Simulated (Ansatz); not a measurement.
# Band topology of Bi$_{2}$TeSe$_{2}$ with spin–orbit coupling, calculated with Ansatz

Space group R-3m (No. 166), 5 atoms in the cell of the first input below: a = 9.887 Å, b = 9.887 Å, c = 9.887 Å, α = 24.59°, β = 24.59°, γ = 24.59°.

The structure is a measured one, not always of the ambient phase, with its volume kept and shape and atoms relaxed (pressure 0.5 GPa with this functional, without spin–orbit coupling). Functional: PBEsol.

Input:

```yaml
crystal:
  lattice:
    - [2.1054786023, 1.2155986378, 9.5838039522]
    - [-2.1054786023, 1.2155986378, 9.5838039522]
    - [0.0, -2.4311972756, 9.5838039522]
  atoms:
    - { symbol: Bi, position: [0.4062258759, 0.4062258759, 0.4062258759] }
    - { symbol: Bi, position: [0.5937741241, 0.5937741241, 0.5937741241] }
    - { symbol: Te, position: [0.0, 0.0, 0.0] }
    - { symbol: Se, position: [0.207659798, 0.207659798, 0.207659798] }
    - { symbol: Se, position: [0.792340202, 0.792340202, 0.792340202] }
basis:
  ecutwfc: 420
  ecutrho_ratio: 4
kpoints:
  mp_grid: { grid: [6, 6, 6] }
hamiltonian:
  xc: pbesol
scf:
  occupations: { method: gaussian, width: 0.05 }
output:
  forces: true
  stress: true
  eigenvalues: true
  populations: true
  topological_invariants: true
magnetization:
  noncollinear: true
  spin_orbit: true
```

```bash
ansatz run input.yaml --threads 8 --pin off --max-ram 15360MiB --backend cpu --events-out ev --progress --plain --runs-dir out
```

Time: 8.4 min on 8 threads of AMD EPYC 7R43 64-Core Processor (Zen 3), with other jobs on the host, peak memory 4.9 GiB.

Without spin–orbit coupling the gap on a 8×8×8 mesh is 0.47 eV. With it, in a separate run (self-consistent on 8×8×8, bands on 10×10×10), a gap of 0.18 eV parts the filled from the empty bands (a gap on a mesh is an upper bound, as the edges may lie between its points, so gaps on unlike meshes don't measure the coupling's effect alone). The indices are those of the lowest 78 bands, and their direct separation from the next band is open.

Odd-parity bands among them at the eight time-reversal-invariant momenta (inversion centre at 0.000 0.000 0.000):

```json
{"k": "0.0 0.0 0.0", "odd bands": "34"}
{"k": "0.0 0.0 0.5", "odd bands": "36"}
{"k": "0.0 0.5 0.0", "odd bands": "36"}
{"k": "0.0 0.5 0.5", "odd bands": "36"}
{"k": "0.5 0.0 0.0", "odd bands": "36"}
{"k": "0.5 0.0 0.5", "odd bands": "36"}
{"k": "0.5 0.5 0.0", "odd bands": "36"}
{"k": "0.5 0.5 0.5", "odd bands": "36"}
```

Task: What are the Z2 indices by the rule of Fu and Kane?

Result: Each Kramers pair counts once, so δ = (−1)^(odd bands / 2): −, +, +, +, +, +, +, +. The product of all eight gives ν0, the products over the planes k_i = 1/2 the weak indices: (1;000). The Wilson-loop planes give (1;000).

Caveats: atoms feel forces of up to 0.21 eV/Å at volume ratio 1.00; semilocal functionals can invert narrow gaps falsely.

The parities make this ordered Bi₂TeSe₂ a strong topological insulator, with Γ alone giving a negative sign. The likely cause is the inversion familiar from the tetradymite family: spin–orbit coupling, strong in the Bi 6p shell, pushes an even state of mainly Bi p_z character below an odd one of mainly chalcogen p_z character. The filled bands at Γ would thereby exchange one odd Kramers pair for an even one. The parities without the coupling, which would confirm that it drives the exchange, are not given. The Wilson loops support the index assignment, but they rest on the same bands and so don't test the band order independently. On the natural cleavage surface, the indices imply an odd number of Dirac cones, probably a single one around the zone centre. The cell has Te in the middle of the quintuple layer, a site that the more electronegative Se usually prefers, so the result doesn't automatically carry over to crystals with Se or mixed occupation there.
